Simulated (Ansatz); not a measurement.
## Ge: the change of pressure with volume scale

Results calculated with Ansatz 0.2.0, not measured. Periodic Kohn-Sham DFT of a crystal at fixed atoms, scaled to volume_scale times the given cell; pressure positive in compression, energy less spherical unpolarised free atoms, largest_vzz the field gradient of largest size among the nuclei.

The cell before it is scaled or strained (space group P6_3/mmc, No. 194):
```
cell vectors (Å)
   3.9976     0.0000     0.0000
  -1.9988     3.4620     0.0000
   0.0000     0.0000     6.5994
atoms (fractions of the cell vectors)
Ge  0.66667  0.33333  0.06290
Ge  0.33333  0.66667  0.56290
Ge  0.66667  0.33333  0.43710
Ge  0.33333  0.66667  0.93710
```

Settings of every row: method all-electron PAW; functional PBEsol; relativity scalar; k mesh 11x11x6; filling fermi-dirac; smearing width 0.05 eV; nucleus gaussian.

Atom start moment: 0 on all atoms.

Limits: no gap: field gradients move with the k mesh; the cell comes from a prototype or a list of computed structures and needn't be the stable phase.

```csv
row,volume scale,V (Å³/atom),pressure (GPa),largest V_zz (1e21 V/m^2)
1,0.94,21.463,4.755,0.897
2,0.96,21.92,2.953,0.861
3,0.98,22.377,1.352,0.825
4,0.99,22.605,?,?
5,1,22.833,-0.054,0.781
6,1.01,23.062,-0.704,0.762
7,1.02,23.29,-1.324,0.746
8,1.04,23.747,-2.464,0.718
9,1.06,24.203,-3.479,0.69
```

Question: what pressure should row 4 give?

Worked fit of pressure. Take u = (V_r/V)^(2/3) − 1 with V_r = 22.947 Å³ an atom, which is twice the finite (Eulerian) strain; such expansions in the strain, on which the Birch-Murnaghan equation of state is built, carry the rest volume and the bulk modulus. The shown rows have u = 0.04558, 0.031, 0.01691, 0.00333, -0.00333, -0.00984, -0.02259, -0.0349. Least squares give pressure = −0.3864 + 97.946 × u + 291.63 × u² + 747 × u³ GPa; a parabola predicts inner rows, each left out in turn, worse (root mean square 0.014 against 0.006 GPa). The rows lie off it by 0.000, 0.001, -0.005, 0.003, 0.005, -0.001, -0.005, 0.002 (root mean square 0.0034 GPa). The pressure vanishes at u = 0.0039, or V = 22.81 Å³ an atom, and there the bulk modulus at fixed shape and fractions is B = −V dP/dV = (2/3)(1 + u) dP/du = 67.1 GPa. Letting shape and atoms relax would as a rule lower it, by much in layered, chain or molecular crystals. The withheld row has u = 0.01006, so the fit gives −0.3864 + 97.946 × (0.01006) + 291.63 × (0.01006)² + 747 × (0.01006)³ = 0.629 GPa.

The calculation gave 0.626 GPa. The fit lies 0.003 GPa (0.036 % of the column's range) above it; its largest miss of a shown row is 0.005 GPa.

The other values of row 4: largest V_zz 0.803 1e21 V/m^2.
